On heating a metal from 100 to 1000 K, the naive expectation is that something switches on or off along the way, and that a table of thermal data will show where. Two places in the table below look like candidates. The heat capacity climbs steeply and then almost stops, and the free energy changes sign between 300 and 400 K. Neither is a break: for this crystal, Mo₃Si in the cubic A15 structure, every row lies on one smooth curve, and the way such numbers are made leaves no room for anything else.

Ansatz 0.2.0, PBE, scalar-relativistic, plane waves (cutoff 420 eV) with PAW, no spin polarization; Mo₃Si, 8-atom A15 cell, k mesh 6×6×6, Gaussian smearing 0.1 eV. Harmonic phonons at constant volume from linear response on a 2×2×2 q mesh; the free energy includes the zero-point energy and is counted from the crystal with all atoms at rest.

| temperature (K) | phonon entropy (kB/atom) | phonon free energy (meV/atom) | phonon heat capacity (kB/atom) |
| --- | --- | --- | --- |
| 100 | 0.728 | 39.1 | 1.443 |
| 200 | 2.099 | 26.8 | 2.419 |
| 300 | 3.146 | 4.0 | 2.716 |
| 400 | 3.946 | -26.7 | 2.835 |
| 500 | 4.585 | -63.6 | 2.892 |
| 600 | 5.116 | -105.5 | 2.925 |
| 700 | 5.568 | -151.5 | 2.944 |
| 800 | 5.962 | -201.2 | 2.957 |
| 900 | 6.311 | -254.2 | 2.966 |
| 1000 | 6.624 | -309.9 | 2.972 |

## What happens on heating

The phonon heat capacity tells how much vibrational energy the crystal takes up per kelvin at fixed volume. Its natural ceiling is 3 kB per atom, where kB is Boltzmann's constant: one kB for each direction in which an atom can swing, or about 25 J per kelvin and mole of atoms. At 100 K the crystal has reached 48 % of that ceiling, at 1000 K 99 %. Each step of 100 K adds less than the one before, so the flattening is gradual and has no onset.

The phonon entropy keeps rising after the heat capacity has levelled off, which may look like a contradiction. It follows from the definition: a small heating step dT adds C·dT/T to the entropy, where C is the heat capacity and T the temperature. With C nearly constant, the entropy grows as the logarithm of T and has no ceiling. Doubling the temperature from 500 to 1000 K adds 2.04 kB per atom, just short of the 3 ln 2 = 2.08 kB that a fully excited crystal would gain.

The phonon free energy falls with a slope equal to minus the entropy, so it falls faster as the crystal gets hotter. Its zero is the energy of the crystal with all atoms at rest. At absolute zero the atoms still carry a zero-point energy, calculated as 40.97 meV per atom, and heating first has to cancel this amount. A straight line between the rows puts the cancellation near 313 K. Nothing happens to the crystal there; a different choice of energy zero would move the crossing elsewhere.

## Why no row can break the pattern

In a harmonic calculation the forces on the atoms are worked out once, for one relaxed crystal. They give a fixed set of vibrational frequencies, and temperature only decides how strongly each vibration is excited. What counts for a vibration of frequency ν is the ratio x = hν/(kB·T), its energy quantum divided by the thermal energy. The heat capacity of one vibration is a smooth function of x, and a sum of smooth functions with fixed frequencies has no kink.

The two limits explain why the curve climbs first and flattens later. When x is large, the thermal energy is too small to supply a quantum and the vibration is frozen. When x is small, the vibration adds kB·(1 − x²/12) to the heat capacity, so the part still missing to the ceiling shrinks as 1/T². At 500 K the table lacks 0.108 kB per atom; a quarter of this is 0.027, and the row at 1000 K lacks 0.028.

The same reasoning gives the trend for a neighbouring crystal. Heavier atoms on the same springs swing more slowly, so the whole heat capacity curve moves to lower temperature. Lighter atoms or stiffer bonds move it the other way, which is why diamond is still on the steep part of its curve at room temperature. In each case the shape stays smooth, because only the frequencies have changed.

## How smooth, measured against one frequency

A simple yardstick replaces all vibrations by three equal ones per atom. Each has a zero-point energy of half a quantum, so the quantum is 40.97 × 2/3 = 27.3 meV. Divided by kB, this is a temperature of 317 K. The heat capacity per atom is then Einstein's expression, C = 3 kB·x²·eˣ/(eˣ − 1)², with x = 317 K/T.

At 100 K, x is 3.17 and eˣ is 23.8. This gives C = 3 × 10.05 × 23.8/22.8² = 1.38 kB per atom, while the full set of frequencies gives 1.443. The estimate is 4 % below the table in its coldest row, and that is its largest miss for the heat capacity. From 200 K upwards it lies slightly too high, by at most 0.025 kB.

The zero-point energy comes from the same frequencies as the table, so this agreement does not test the calculation against nature. It shows how far a single average can stand in for the whole spectrum. The misses are larger than the rounding of the table, but they change gradually from row to row. They come from the simplicity of the yardstick, not from a break in the data.

## Why the misses change sign

The calculated vibrations are spread out. Expressed as temperatures, the optical ones, in which atoms of one cell move against each other, run from 193 to 469 K for cells moving in step. The acoustic ones reach down towards zero for long waves, in which neighbouring atoms move nearly together. The six fastest of the 24 vibrations of a cell are set apart from the rest, and six is also the number of directions open to its two silicon atoms. It is therefore likely, though not proved by the count, that the light silicon atoms dominate the fast group and the heavy molybdenum atoms the slower ones.

In the cold, this spread raises the heat capacity. At 100 K the slowest of those optical vibrations contributes 0.74 kB and the fastest 0.21 kB, on average 0.47 kB. A single vibration halfway between them would contribute only 0.43 kB. Slow vibrations gain more than fast ones lose, and the table therefore lies above the one-frequency estimate.

In the warm rows the balance tips. The missing part x²/12 grows with the square of the frequency, so the fast vibrations cost more than the slow ones save. The table now lies below the estimate, and the gap shrinks as every vibration approaches its full share. This is the whole reason for the change of sign between 100 and 200 K.

## Where the small miss becomes a large one

The entropy remembers what happened in the cold. The slow vibrations were excited early, and most of the lead gained then is kept on further heating. The table lies above the one-frequency estimate by 0.16 to 0.18 kB per atom in every row. In the hot limit the entropy depends on the average logarithm of the frequencies, which for a spread spectrum is lower than the logarithm of the average.

In the free energy this nearly constant excess is multiplied by the temperature. At 1000 K, 0.16 kB amounts to about 14 meV per atom, and the one-frequency free energy is indeed too high by that much. The heat capacity in the same row is off by only 0.003 kB. An average frequency that serves well for heat uptake can thus be poor for stability: two competing phases may differ by no more than this in free energy, and the error cancels between them only as far as their frequencies are spread alike.

## What would make a real break

A kink needs something that this calculation holds fixed. At a structural transition the atoms settle into a new arrangement and the frequencies change; at a magnetic transition, spins add heat uptake of their own; at melting, the crystal is gone. Iron is the familiar contrast: its measured heat capacity has a peak where magnetic order is lost, and a harmonic curve for one fixed state would run straight past it. The smoothness of the present table is therefore no evidence that real Mo₃Si has no transition.

A harmonic curve can also miss the limit without showing a kink. If a crystal is unstable in its assumed shape, some vibrations have no real frequency and are left out of the sums. The heat capacity then levels off below 3 kB and stays there. Here only the three uniform shifts of the whole crystal were skipped, and the missing part keeps falling as 1/T², as it should.

Other effects would bend the hot end gradually. Thermal expansion usually softens the vibrations, large swings feel more than simple springs, and the electrons of a metal take up heat too. None of these is in the table. Expansion and large swings cannot be sized from this run, but the electrons roughly can. The entropy term of the smearing, 0.022 eV per cell, points to a few tenths of an electronic state per eV and atom at the Fermi level. For such a metal an electronic heat capacity of the order of 0.1 kB per atom is expected at 1000 K, well above the 0.028 that the vibrations still lack, and a lowering of the free energy by a few meV per atom. A measured heat capacity at constant pressure should therefore not be expected to stop at the harmonic ceiling.

## What to do about it

Do not draw a straight line through the heat capacity between 100 and 200 K. At 150 K such a line gives 1.9 kB per atom, whereas the one-frequency formula gives 2.1 kB, and the strong bend of the curve in this interval favours the formula. Above 300 K straight lines do little harm. The coarse first interval also shows when entropy is rebuilt from the heat capacity: the average of the two end values, times the logarithm of the temperature ratio, falls 0.03 kB short there, but agrees within 0.002 kB in each interval from 300 K upwards.

Do not carry the one-frequency formula far below 100 K. A single frequency freezes out exponentially, while a real crystal always has slow acoustic waves, whose heat capacity follows Debye's T³ law near absolute zero. That region also depends most on how well the slow waves were calculated. Here the forces were obtained for only a few wavelengths and interpolated between them, and no denser mesh is at hand for comparison.

For free energies, check the frequencies themselves before trusting the last digits of a hot row. In the hot limit, raising all frequencies by 1 % raises the free energy by 1 % of 3 kB·T, which is about 3 meV per atom at 1000 K. The heat capacity would hardly notice. Since the phonons of a metal are sensitive to the mesh used for its electrons, a smooth curve that ends at the right ceiling can still carry a free energy error that matters when phases are compared.
